**Matching six singlet states of a methyl-silyl-1,4-diphosphabenzene to their orbital pairs**

The table holds energies, oscillator strengths, hole-electron distances, exciton sizes and overlaps lambda of six vertical singlet excitations of C8H14P2Si, from PySCF at Tamm-Dancoff ωB97X-D/def2-SVP in the gas phase on a GFN2-xTB geometry. The program orders the rows by energy, oscillator strength, overlap and hole-electron distance, works out the ratios used for the assignment, and evaluates one parameter-free estimate, the orbital gap less the point-charge attraction at the exciton size. Rows 1 and 4 have high lambda, small hole-electron distance and almost no transition dipole along y, while rows 2, 3, 5 and 6 are polarised mainly along y. The estimate meets four computed energies within 0.19 eV, gives only a lower bound for row 5, and falls 1.55 eV short for the bright HOMO→LUMO state, whose triplet counterpart lies 2.21 eV lower.

The six lowest vertical singlet excitations of the 1,4-diphosphabenzene C8H14P2Si in the gas phase, computed with PySCF 2.14.0 at the Tamm-Dancoff ωB97X-D/def2-SVP level with density fitting and a frozen core, on the GFN2-xTB geometry of one conformer. Hole and electron measures come from the normalised excitation amplitudes, and lambda is the spatial overlap of the orbital pairs.

## Program and output

```python
# Table: six vertical singlet excitations of C8H14P2Si (methyl-silyl-1,4-diphosphabenzene), PySCF,
# Tamm-Dancoff wB97X-D/def2-SVP, gas phase, GFN2-xTB geometry. Worked out: orders, gaps and ratios
# used to match rows to orbital pairs, and one parameter-free estimate E = gap - e^2/(4 pi eps0 size).
T = {
    'row': [1, 2, 3, 4, 5, 6],
    'singlet_energy': [4.37, 4.46, 4.61, 4.69, 4.95, 5.33],  # eV
    'singlet_oscillator_strength': [0.011, 0.004, 0.036, 0.185, 0.001, 0.001],
    'singlet_hole_electron_distance': [0.03, 0.92, 0.7, 0.11, 0.41, 0.81],  # angstrom
    'singlet_exciton_size': [3.04, 3.27, 3.14, 3.08, 3.14, 3.18],  # angstrom
    'singlet_orbital_overlap_lambda': [0.69, 0.57, 0.56, 0.84, 0.56, 0.48],
    'singlet_main_from': ['HOMO', 'HOMO-1', 'HOMO-3', 'HOMO', 'HOMO-4', 'HOMO-1'],
    'singlet_main_to': ['LUMO+1', 'LUMO', 'LUMO', 'LUMO', 'LUMO', 'LUMO+1'],
}
import numpy as np
from scipy.constants import e, epsilon_0, pi
r = [int(x) for x in T['row']]
E, f, d, s, lam = (np.array(T['singlet_' + k], float) for k in
    ['energy', 'oscillator_strength', 'hole_electron_distance', 'exciton_size', 'orbital_overlap_lambda'])
a, b = T['singlet_main_from'], T['singlet_main_to']
# Further outputs of the same run, typed in, in row order: orbital energies (eV), transition dipoles (au),
# hole and electron widths (A), NTO participation, spin-orbit couplings (cm-1), S1-T1 gap (eV)
mo = {'HOMO-3': -9.5433, 'HOMO-2': -9.5008, 'HOMO-1': -9.3931, 'HOMO': -8.3477, 'LUMO': -0.5334, 'LUMO+1': 0.5711}
tdm = np.array([[0.286, 0.0048, 0.1558], [0.0106, 0.195, 0.0021], [-0.0241, 0.558, -0.0542],
                [0.3057, 0.0363, 1.2296], [0.0151, -0.0611, 0.0309], [-0.0285, -0.0624, -0.0047]])
sh = np.array([2.137, 2.315, 2.214, 2.175, 2.303, 2.33])
se = np.array([2.189, 2.245, 2.233, 2.284, 2.237, 2.131])
pr = [1.962, 1.019, 1.031, 1.338, 1.036, 1.029]
soc1 = [1.018, 37.689, 66.513, 2.485, 38.319, 4.673]
soc3 = [0.149, 1.671, 7.22, 1.204, 6.457, 46.371]
st_gap = 1.8867
ysh = tdm[:, 1]**2 / (tdm**2).sum(1)
print('rounding of the table: energy 0.005 eV, f 0.0005, lengths 0.005 A, lambda 0.005')
for name, v in [('energy', E), ('f', f), ('lambda', lam), ('distance', d)]:
    print(f'rows by falling {name}:', ', '.join(f'{r[i]} ({v[i]:.3f})' for i in np.argsort(-v, kind='stable')))
print('neighbouring energy steps (eV):', ', '.join(f'{x:.2f}' for x in np.diff(E)))
print(f'span of rows 1-4: {E[3]-E[0]:.2f} eV; span of all rows: {E.max()-E.min():.2f} eV')
print(f'f ratios: row4/row1 {f[3]/f[0]:.0f}, row4/row3 {f[3]/f[2]:.1f}, row3/row2 {f[2]/f[1]:.0f}; row 4 share of summed f {100*f[3]/f.sum():.0f} %')
hi = lam > 0.65
print(f'lambda step between groups: {lam[hi].min()-lam[~hi].max():.2f}; rows 2,3,5 spread {np.ptp(lam[[1,2,4]]):.2f}; row 6 below them by {lam[[1,2,4]].min()-lam[5]:.2f}')
print(f'exciton size {s.min():.2f}-{s.max():.2f} A, spread {100*np.ptp(s)/s.mean():.0f} % of the mean')
print(f'hole width {sh.min():.2f}-{sh.max():.2f} A, electron width {se.min():.2f}-{se.max():.2f} A')
print('row pair | distance/size | distance/mean width | dipole share along y | NTO participation | SOC to T1, T3 (cm-1)')
for i in range(len(r)):
    print(f'{r[i]} {a[i]}->{b[i]} | {d[i]/s[i]:.2f} | {2*d[i]/(sh[i]+se[i]):.2f} | {100*ysh[i]:.0f} % | {pr[i]:.2f} | {soc1[i]:.1f}, {soc3[i]:.1f}')
ang = np.degrees(np.arccos(abs(tdm[0] @ tdm[3]) / np.linalg.norm(tdm[0]) / np.linalg.norm(tdm[3])))
print(f'angle between transition dipoles of rows 1 and 4: {ang:.0f} deg')
k = e / (4 * pi * epsilon_0) * 1e10
print(f'estimate E = orbital gap - {k:.2f} eV A / size; attraction term {k/s.max():.2f}-{k/s.min():.2f} eV')
gap, res = {}, {}
for i in range(len(r)):
    if a[i] in mo:
        gap[i] = mo[b[i]] - mo[a[i]]
        res[i] = E[i] - (gap[i] - k / s[i])
        print(f'row {r[i]}: gap {gap[i]:.2f}, gap - E {gap[i]-E[i]:.2f}, estimate {gap[i]-k/s[i]:.2f}, computed {E[i]:.2f}, computed - estimate {res[i]:+.2f} eV')
    else:
        g = mo[b[i]] - mo['HOMO-3']
        print(f'row {r[i]}: {a[i]} energy not given; gap above {g:.2f}, estimate above {g-k/s[i]:.2f}, computed {E[i]:.2f} eV')
w = max(res, key=lambda i: abs(res[i]))
print(f'worst row {r[w]}: {res[w]:+.2f} eV; largest miss of the others {max(abs(v) for i, v in res.items() if i != w):.2f} eV')
g1, g2 = mo['LUMO+1'] - mo['HOMO'], mo['LUMO'] - mo['HOMO-2']
print(f'row 1 partners: HOMO->LUMO+1 gap {g1:.2f}, HOMO-2->LUMO gap {g2:.2f}, difference {g2-g1:.2f} eV')
print(f'HOMO-1 less HOMO-3: {mo["HOMO-1"]-mo["HOMO-3"]:.2f} eV; row 3 less row 2: {E[2]-E[1]:.2f} eV')
print(f'LUMO+1 less LUMO: {mo["LUMO+1"]-mo["LUMO"]:.2f} eV; row 6 less row 2: {E[5]-E[1]:.2f} eV')
t1 = E[0] - st_gap
print(f'T1 at {t1:.2f} eV; row 4 less T1 {E[3]-t1:.2f} eV; row 4 estimate less T1 {E[3]-res[3]-t1:+.2f} eV')
assert np.argmax(f) == np.argmax(lam) == min(gap, key=gap.get) == w and np.argmin(E) != w
assert ysh[hi].max() < 0.05 and ysh[~hi].min() > 0.7 and d[hi].max() < d[~hi].min()
assert (d < 0.5 * np.minimum(sh, se)).all()
assert np.argmax(E) == np.argmin(lam) == max(gap, key=gap.get)
```

Printed output:

```
rounding of the table: energy 0.005 eV, f 0.0005, lengths 0.005 A, lambda 0.005
rows by falling energy: 6 (5.330), 5 (4.950), 4 (4.690), 3 (4.610), 2 (4.460), 1 (4.370)
rows by falling f: 4 (0.185), 3 (0.036), 1 (0.011), 2 (0.004), 5 (0.001), 6 (0.001)
rows by falling lambda: 4 (0.840), 1 (0.690), 2 (0.570), 3 (0.560), 5 (0.560), 6 (0.480)
rows by falling distance: 2 (0.920), 6 (0.810), 3 (0.700), 5 (0.410), 4 (0.110), 1 (0.030)
neighbouring energy steps (eV): 0.09, 0.15, 0.08, 0.26, 0.38
span of rows 1-4: 0.32 eV; span of all rows: 0.96 eV
f ratios: row4/row1 17, row4/row3 5.1, row3/row2 9; row 4 share of summed f 78 %
lambda step between groups: 0.12; rows 2,3,5 spread 0.01; row 6 below them by 0.08
exciton size 3.04-3.27 A, spread 7 % of the mean
hole width 2.14-2.33 A, electron width 2.13-2.28 A
row pair | distance/size | distance/mean width | dipole share along y | NTO participation | SOC to T1, T3 (cm-1)
1 HOMO->LUMO+1 | 0.01 | 0.01 | 0 % | 1.96 | 1.0, 0.1
2 HOMO-1->LUMO | 0.28 | 0.40 | 100 % | 1.02 | 37.7, 1.7
3 HOMO-3->LUMO | 0.22 | 0.31 | 99 % | 1.03 | 66.5, 7.2
4 HOMO->LUMO | 0.04 | 0.05 | 0 % | 1.34 | 2.5, 1.2
5 HOMO-4->LUMO | 0.13 | 0.18 | 76 % | 1.04 | 38.3, 6.5
6 HOMO-1->LUMO+1 | 0.25 | 0.36 | 82 % | 1.03 | 4.7, 46.4
angle between transition dipoles of rows 1 and 4: 47 deg
estimate E = orbital gap - 14.40 eV A / size; attraction term 4.40-4.74 eV
row 1: gap 8.92, gap - E 4.55, estimate 4.18, computed 4.37, computed - estimate +0.19 eV
row 2: gap 8.86, gap - E 4.40, estimate 4.46, computed 4.46, computed - estimate +0.00 eV
row 3: gap 9.01, gap - E 4.40, estimate 4.42, computed 4.61, computed - estimate +0.19 eV
row 4: gap 7.81, gap - E 3.12, estimate 3.14, computed 4.69, computed - estimate +1.55 eV
row 5: HOMO-4 energy not given; gap above 9.01, estimate above 4.42, computed 4.95 eV
row 6: gap 9.96, gap - E 4.63, estimate 5.44, computed 5.33, computed - estimate -0.11 eV
worst row 4: +1.55 eV; largest miss of the others 0.19 eV
row 1 partners: HOMO->LUMO+1 gap 8.92, HOMO-2->LUMO gap 8.97, difference 0.05 eV
HOMO-1 less HOMO-3: 0.15 eV; row 3 less row 2: 0.15 eV
LUMO+1 less LUMO: 1.10 eV; row 6 less row 2: 0.87 eV
T1 at 2.48 eV; row 4 less T1 2.21 eV; row 4 estimate less T1 +0.66 eV
```
